**Q:** Al₂Cu is tetragonal, with a square base of side a and a height c. If I shorten the height by 2 % or 3 % and let the base find its own size, what does that cost in energy, and how far does the base widen?

**A:** Your two cases are the rows with question marks. The other uniaxial rows change c by different amounts and leave a free. The biaxial rows do the reverse: they set a and leave c free. "Energy change" is counted per atom from the starting cell, and "a change" and "c change" are changes of length in per cent. I leave the shear rows aside, because they lower the symmetry and hold the cell.

Strained Al2Cu (I4/mcm, 12-atom cell, a = 5.992 Å, c = 4.829 Å), computed with Ansatz 0.2.0 using PBEsol, scalar-relativistic plane-wave PAW, a 420 eV cutoff, a 6×6×8 k mesh and 0.1 eV Gaussian smearing, without spin polarisation. Atoms are relaxed in every row, and b changes as a does. Changes are from the starting cell, with energies extrapolated to zero smearing.

```tsv
strain kind	strain (%)	cell freedom	energy change (meV/atom)	a change (%)	c change (%)
biaxial ab	-3	length and tilt of c free	19.9	-3.00	3.14
biaxial ab	-2	length and tilt of c free	9.7	-2.00	1.43
biaxial ab	-1	length and tilt of c free	2.6	-1.00	0.40
biaxial ab	1	length and tilt of c free	1.7	1.00	-0.66
biaxial ab	2	length and tilt of c free	7.5	2.00	-1.16
biaxial ab	3	length and tilt of c free	16.8	3.00	-1.68
shear ca	1	cell held, c moved along a by strain times its height	0.3	0.00	0.00
shear ca	2	cell held, c moved along a by strain times its height	1.2	0.00	0.02
shear ca	3	cell held, c moved along a by strain times its height	2.5	0.00	0.04
shear ca	4	cell held, c moved along a by strain times its height	4.0	0.00	0.08
shear ca	6	cell held, c moved along a by strain times its height	7.4	0.00	0.18
uniaxial c	-3	lengths a and b free, angles held	?	?	?
uniaxial c	-2	lengths a and b free, angles held	?	?	?
uniaxial c	-1	lengths a and b free, angles held	0.6	0.30	-1.00
uniaxial c	1	lengths a and b free, angles held	1.2	-0.15	1.00
uniaxial c	2	lengths a and b free, angles held	3.9	-0.42	2.00
uniaxial c	3	lengths a and b free, angles held	7.3	-0.70	3.00
```

**Q:** What happens in the crystal when I squeeze it along c?

**A:** Squeezing packs the atoms and their electrons into a smaller volume, which costs energy. A wider base gives some of that volume back, but it takes the crystal further from its preferred shape. The base stops widening where the next bit of volume regained no longer pays for the next bit of distortion. This is the standard picture of the Poisson effect; the table gives only total energies, not the two costs separately.

The rows at −1 % and +1 % show where the compromise lies. For each per cent taken off c, a grows by about 0.23 %. To keep the volume it would have to grow by about 0.5 %, since the base has two sides. The crystal therefore gives up volume as well as shape.

**Q:** Is there a simpler system that behaves this way?

**A:** Take two pistons on one chamber of compressible fluid, each held by its own spring. Push the first piston in and the second moves out. It moves further if the fluid is stiff or its own spring is weak, and the first piston then feels softer than it would with the second one locked. The analogy holds for small strains only: these springs keep their stiffness, whereas a crystal's stiffness changes as it is deformed.

**Q:** The biaxial rows push on the other piston. Can they help with mine?

**A:** Yes, because both sets explore the same energy surface. For small changes a and c, in per cent, it can be written as

E = p·a + q·c + A·a² + B·a·c + C·c²

Here p and q describe any stress left in the starting cell, A and C are the stiffnesses of base and height, and B couples them. Minimising over a gives a straight line, a = −(p + B·c)/(2A). Putting that back leaves a parabola in c with the curvature k = C − B²/(4A).

The biaxial case gives the same result with A and C exchanged. The ratio of the two curvatures is then C/A, and so is the ratio of the two sideways responses. From the biaxial pair at ±1 % and the two responses I expect k = 2.15 × 0.225/0.53 ≈ 0.91 meV/atom per %². The uniaxial pair gives 0.90 directly. Any smooth energy surface must obey this rule near its minimum, so the agreement shows that the two sets of runs are consistent, not why the crystal is stiff.

**Q:** Stretching by 1 % costs twice as much as shortening by 1 %. Is that already a departure from your parabola?

**A:** No, it comes mainly from a small stress left in the starting cell, which the runs themselves report. Such a stress adds a term proportional to the strain, here 0.3 meV/atom for each per cent, which makes shortening cheaper and stretching dearer. Ordinary anharmonicity would usually do the opposite, because squeezed bonds stiffen. The reported stress is a tension of 0.25 GPa along c and a pressure of 0.18 GPa on the sides. Multiplied by the volume per atom, and with the base free to follow, it gives about 0.29 meV/atom for each per cent, so little is left for anharmonicity.

**Q:** Does the parabola work for the larger stretches?

**A:** Less and less well. At +3 % it gives 9.0 meV/atom, while the calculation gives 7.3. The biaxial rows also become irregular where c is long. When the base is compressed from −2 % to −3 %, c grows by 1.71 percentage points, but when the base is stretched from 2 % to 3 %, c shrinks by only 0.52.

Both sets thus point to a crystal that yields more easily along c when c is long. The table doesn't tell why. A change in the electronic states, a shift of the aluminium atoms inside the cell or an error of the k mesh could each be involved, and none of them has been tested here.

**Q:** Then what do you expect when c is short?

**A:** There are two simple ways to carry the softening over to compression, besides its being absent there. If it depends only on the size of the strain, compression is softened too and the energy falls below the parabola. If it changes sign with the strain, the energy lies above. In the biaxial rows with short c the steps of c look regular, though the energy at +3 % falls somewhat below a parabola through the pair at ±1 %. Their base is also much wider than yours will be, so they don't settle the matter. I therefore keep the parabola's own values.

For 2 % compression the estimate is 0.90 × 2² − 0.30 × 2 = 3.0 meV/atom. The base starts from a small offset of 0.075 %, again a trace of the leftover stress, and widens to 0.075 + 0.225 × 2 ≈ 0.53 %. The same steps serve for 3 %.

**Q:** How sure are you?

**A:** For each error bar I take the model's miss at the equally large stretch and add the worst effect of rounding in the table. That is a judgement, not a statistical interval. The forecasts are:

- At −2 %, the energy change is 3.0 ± 0.5 meV/atom, less than at +2 %, and the a change is +0.53 ± 0.06 %.
- At −3 %, the energy change is 7.2 ± 2.2 meV/atom, about as much as at +3 %, and the a change is +0.75 ± 0.12 %.

In both cases the base widens by too little to keep the volume.

**Q:** And what did the calculation give?

The withheld rows as computed:

```tsv
strain kind	strain (%)	cell freedom	energy change (meV/atom)	a change (%)	c change (%)
uniaxial c	-3	lengths a and b free, angles held	7.4	0.77	-3.00
uniaxial c	-2	lengths a and b free, angles held	3.1	0.52	-2.00
```

**A:** All four values lie inside their error bars, and the base widens by too little to keep the volume, as forecast. The forecast energies are too low by 0.1 meV/atom at −2 % and by 0.2 at −3 %. The total energies of the runs carry more digits and leave much the same misses, so rounding isn't the cause. A likely one is the zero point. The parabola is forced through the starting cell, where small forces and stresses remained, while in the strained rows the atoms and the base were relaxed. The forecast for the base is right to within the rounding at −2 % and 0.02 percentage points too small at −3 %, a small miss that remains when a is worked out from the cell volumes of the runs, which carry more digits.

**Q:** Your error bar at −3 % was ten times the miss. Was it too cautious?

**A:** In hindsight, yes, but the known rows gave no ground for a narrower one. It had to cover both ways of carrying the softening over. A softening of equal size in compression would have put the energy near 7.2 − 1.7 = 5.5 meV/atom, and one of opposite sign near 8.9. The computed 7.4 agrees with neither.

So the departure from the parabola is one-sided. Over this range the crystal stays close to harmonic when c is shortened and softens when c is lengthened. The stresses that the runs report agree. Beyond 1 %, each further per cent of shortening adds about 2.0 GPa along c, while the next two per cents of stretching add only 1.2 and 0.9 GPa. That makes the long-c side the first place to look for the cause, but doesn't identify it. Repeating the stretched rows on a denser k mesh would be a sensible first test.

**Q:** I need a stiffness for a stress estimate. Which number should I take?

**A:** For a small load along c, with the sides free to move, the pair at ±1 % gives a Young's modulus of about 200 GPa. It follows from twice the curvature divided by the volume per atom, and rounding alone makes it uncertain by about 6 %. The stresses that the same two runs report give nearly the same, about 190 GPa.

For a large stretch this modulus is too high. The energy at +3 % would give about 160 GPa, but an energy sums up the whole stretch, and the stress at its end is lower still: the run reports a tension of 4.3 GPa, where 200 GPa would give 6. In compression the 200 GPa still serves at 3 %, where the run reports 5.5 GPa.

These values belong to a perfect single crystal at zero temperature, loaded along c. They come from one functional, PBEsol, run on PAW datasets made for PBE, and their convergence with the k mesh hasn't been tested. The output after this text lists the curvatures, the responses and each miss.

**Q:** How would I guess the sideways response of another tetragonal crystal?

**A:** Ask how strongly height and base are coupled, and how stiff the base is by itself. The response is their ratio, B/(2A), just as the second piston moves far when the fluid is stiff and its own spring weak. If you have data only for a strained base, the exchange rule gives the ratio of stiffness to sideways response for strain along c, so you still need one of the two from elsewhere. Use the smallest strains that still stand clear of the rounding, and check a larger one on each side, because the two sides needn't behave alike.

Output of the analysis:

```
Uniaxial c, quadratic energy coefficient from the pair at 1 % (meV/atom per %^2): 0.9
Biaxial ab, quadratic energy coefficient from the pair at 1 % (meV/atom per %^2): 2.15
Change of a per 1 % of c strain, from the pair at 1 % (%): -0.225
Change of c per 1 % of biaxial strain, from the pair at 1 % (%): -0.53
Uniaxial quadratic coefficient expected from the biaxial one by reciprocity (meV/atom per %^2): 0.9127
Uniaxial c, linear energy coefficient, residual stress (meV/atom per %): 0.3
Offset of the a change at zero c strain (%): 0.075
Young modulus along c from the pair at 1 % (GPa): 199.6
Young modulus along c from the +3 % row, same linear term (GPa): 157.7
Model less computed energy at c strain +2 % and +3 %, in this order (meV/atom): 0.3, 1.7
Model less computed a change at c strain +2 % and +3 %, in this order (%): 0.045, 0.1
Biaxial compression, step of c from -1 to -2 % (percentage points): 1.03
Biaxial compression, step of c from -2 to -3 % (percentage points): 1.71
Biaxial tension, step of c from 1 to 2 % (percentage points): -0.5
Biaxial tension, step of c from 2 to 3 % (percentage points): -0.52
Forecast energy at c strain -3 % and -2 %, in this order (meV/atom): 7.2, 3
Error bar of that energy, same order (meV/atom): 2.15, 0.5
Computed energy, same order (meV/atom): 7.4, 3.1
Forecast less computed energy, same order (meV/atom): -0.2, -0.1
Forecast a change at c strain -3 % and -2 %, in this order (%): 0.75, 0.525
Error bar of that a change, same order (%): 0.115, 0.055
Computed a change, same order (%): 0.77, 0.52
Forecast less computed a change, same order (%): -0.02, 0.005
```
